An oscillator strength near 1 marks an intense dye band. A transition dipole of one atomic unit, which is one electron charge times about half an ångström, gives only about 0.1 at a photon energy of 4 eV. The molecule here, O=CH–SiH₂–OH, stays below that in each of its six lowest excited singlets. It carries a carbonyl group at one end and a silanol group at the other, and its heavy atoms lie in one plane.

Six lowest singlet excitations of neutral O=CH–SiH₂–OH from its singlet ground state, computed with PySCF 2.14.0 by linear-response B3LYP/aug-cc-pVDZ without the Tamm–Dancoff approximation, at the GFN2-xTB geometry. The excitations are analysed with natural transition orbitals and unrelaxed difference densities.

| row | excitation energy (eV) | oscillator strength | leading pair weight | hole electron distance (Å) | hole electron overlap |
| --- | --- | --- | --- | --- | --- |
| 1 | 3.280 | 0.001 | 0.999 | 0.301 | 0.584 |
| 2 | 5.456 | 0.013 | 0.990 | 1.574 | 0.414 |
| 3 | 5.905 | 0.018 | 0.833 | 1.917 | 0.435 |
| 4 | 5.957 | 0.036 | 0.851 | 1.650 | 0.440 |
| 5 | 6.649 | 0.059 | 0.990 | 3.113 | 0.313 |
| 6 | 6.835 | 0.007 | 0.989 | 2.039 | 0.339 |

Each excitation lifts an electron out of one region, leaving a hole, and puts it into another. The hole electron distance separates the centres of the two clouds, and the hole electron overlap says how far they share the same space, from 0 to 1. The leading pair weight is the share of the excitation that a single hole orbital and a single electron orbital describe. The states are numbered as the rows are, and the shares of hole and electron on the atoms and the transition dipoles used below are printed after the text.

**(a) State 1 has the largest overlap of hole and electron and the smallest oscillator strength. State 5 has the smallest overlap and the largest strength. How can this be?**

*Solution.* Take two limits. If hole and electron never meet, the product of their orbitals is zero everywhere and no light is absorbed, so some overlap is needed. Now put both on one atom, the hole in a p orbital along y and the electron in a p orbital along z. They share much space: the integral of the product of their magnitudes is 2/π, about 0.6. Yet the signed product has four lobes of alternating sign, and its dipole is exactly zero.

State 1 is close to the second limit. The electron leaves the carbonyl lone pair, which lies in the molecular plane, and enters the antibonding π* orbital, which changes sign across that plane. This is the n→π* excitation of every simple carbonyl compound. Overlap counts magnitudes and comes out large, whereas the transition dipole counts signed products, which nearly cancel.

Symmetry says what may survive. The product of lone pair and π* is odd across the molecular plane, so only a dipole perpendicular to the plane is allowed. With two equal substituents on the carbonyl carbon, a second mirror plane would remove that one too. Here the substituents are H and Si, and a remnant of 0.086 atomic units is left, pointing out of the plane as it should. In the other five states the dipole lies almost wholly in the plane, so their products are even across it and escape this cancellation. That is how state 5 can be strong with little overlap. A dipole also weighs the product by its position, so a small product far from the centre can count for much. This last point is expected for a diffuse electron, not computed here.

The oscillator strength is f = (2/3)Eμ², with the excitation energy E and the transition dipole μ in atomic units. From state 1 to state 5 the energy doubles, but the squared dipole grows 49-fold. The weakness of state 1 is therefore a matter of its dipole, and hardly of its low energy.

The contrast between these two states is not a general inverse law. Among states 2, 3, 4 and 6 the strength rises with the overlap. States 5 and 6 have nearly the same hole and similarly large electron clouds, yet their strengths differ about eightfold. Presumably the sign pattern of the two electron orbitals decides this, but the numbers used here do not test it.

**(b) State 1 lies 2.2 eV below state 2, while states 2 to 6 crowd into 1.4 eV. Why? And do the similar hole electron distances of states 3 and 6, both about 2 Å, mean the same thing?**

*Solution.* Ask first where the electron can go. The carbonyl π* is a compact valence orbital and the lowest empty one. In state 1 about 78 % of the excited electron sits on the carbonyl carbon and oxygen, and its cloud has an extent of about 1.5 Å. An electron that leaves the same lone pair for another orbital goes to a higher one, and in states 2, 4, 5 and 6 its cloud is also much larger.

The limiting case for those larger orbitals is an electron taken away altogether. States with an ever more distant electron pile up below the ionization threshold, as the Rydberg levels of an atom do. In this calculation the threshold is minus the energy of the highest occupied orbital, and states 5 and 6 lie only 0.4 and 0.2 eV below it. Their electron clouds extend over some 3.7 Å. State 2, with an extent of 2.8 Å, is on the way there. One compact orbital well below a set of diffuse ones gives one isolated state and then a crowd. The attraction between the compact electron and its nearby hole probably adds to this. State 1 lies 1.7 eV below the gap between the highest occupied and the lowest empty orbital, and a diffuse electron should gain less from such attraction.

This is also where the level of theory matters most. B3LYP binds the outermost electrons too weakly and so puts the threshold, and the diffuse states with it, too low. The threshold usually falls by more than the states do, so their closeness to it is partly an effect of the functional. The basis has only one set of diffuse functions for each angular momentum, which may not be enough for states 5 and 6. State 1, with its compact electron, is the safest of the six.

State 3 breaks the pattern because its electron comes from elsewhere. Almost half of its hole is on the silanol oxygen, and two thirds of its electron is on the carbonyl group. Along the line from C to Si the centre of charge moves back by 1.8 Å, towards the carbonyl. This is charge transfer from one end of the molecule to the other, again into the compact π*.

In state 6 the centre moves 2.0 Å the opposite way, but the electron has no compact destination. Its cloud is simply large and lies off-centre. A hole electron distance thus tells charge transfer from a diffuse state only when it is read together with the size of the electron cloud.

**(c) States 3 and 4 are the only ones with leading pair weights well below 1. Explain this, and estimate how much of the hole in state 4 should lie on the silanol oxygen.**

*Solution.* Consider two simple excitations that are coupled weakly. Far apart in energy, each keeps its own pair of orbitals and a weight near 1. At equal energy they mix half and half, however weak the coupling. States 3 and 4 are only 0.05 eV apart, the closest neighbours in the table, and their in-plane dipoles show that they have the same symmetry, so they are free to mix.

The two ingredients are known from part (b). One is the transfer from the silanol oxygen to π*, the other the excitation of the carbonyl lone pair to a diffuse orbital. If state 4 is mainly the second with some of the first, its hole must carry a predictable share on the silanol oxygen.

1. The pure carbonyl hole is seen in states 2, 5 and 6. Its share on the silanol oxygen is 0.026 to 0.028, on average 0.027.
2. State 3 has a total share of 0.456 and a leading weight of 0.833. The pure silanol hole therefore has a share s with 0.833 s + 0.167 × 0.027 = 0.456, which gives s ≈ 0.54.
3. State 4 has a leading weight of 0.851, which leaves 0.149 for the silanol hole. The expected share is 0.851 × 0.027 + 0.149 × 0.54 ≈ 0.104.

The calculation gives 0.101, about 3 % less than the estimate. No constant was fitted, and the hole of state 4 entered only through its pair weight. The agreement supports the view that the minor part of state 4 is the main part of state 3, so the low weights come from two simple excitations that happen to meet.

The estimate takes the amount of mixing from the calculation and does not predict it. That amount is fragile, because it depends on a gap of 0.05 eV, far smaller than the usual error of such excitation energies. B3LYP places both charge-transfer and diffuse states too low, though not by the same amount, and another conformer would shift them as well. The order of the two states, and even their near coincidence, may therefore change with the method.

The separate oscillator strengths are equally fragile. When two states mix, their dipoles add with signs, so one state can gain what the other loses. At nearly equal energy the sum is almost unaffected by the mixing. The summed strength of 0.054 is thus a better quantity to compare with a spectrum than 0.018 and 0.036 taken singly.

Output of the analysis:

```
Where hole and electron sit:
  row  hole on carbonyl O  hole on silanol O  electron on carbonyl C and O  electron extent in angstrom  shift from C towards Si in angstrom
    1               0.536              0.015                         0.779                         1.47                                0.126
    2               0.477              0.026                         0.158                         2.84                                1.573
    3               0.082              0.456                         0.668                         1.99                               -1.824
    4               0.421              0.101                         0.322                         3.13                               -0.341
    5               0.482              0.028                         0.092                         3.74                                2.647
    6               0.484              0.028                         0.087                         3.66                                2.033
Transition dipole and distance to threshold:
  row  in-plane dipole in au  out-of-plane dipole in au  eV below minus HOMO energy
    1               0.002236                      0.086                       3.761
    2                 0.3112                      0.001                       1.585
    3                 0.3515                      0.005                       1.136
    4                  0.498                      0.004                       1.084
    5                 0.6021                      0.011                       0.392
    6                 0.2082                      0.006                       0.206
Energy step from state 1 to state 2 in eV: 2.176
Energy range of states 2 to 6 in eV: 1.379
Energy step from state 3 to state 4 in eV: 0.052
Wavelength of state 1 in nm: 378
HOMO-LUMO orbital gap less energy of state 1 in eV: 1.746
Overlap of state 1 over that of state 5: 1.866
Dipole squared of state 5 over that of state 1: 49
Energy of state 5 over that of state 1: 2.027
Electron less hole on carbonyl O in state 1: -0.205
Electron less hole on carbonyl C in state 1: 0.268
Summed oscillator strength of states 3 and 4: 0.054
Silanol O share in hole of state 4 expected from mixing: 0.104
Silanol O share in hole of state 4 as calculated: 0.101
```
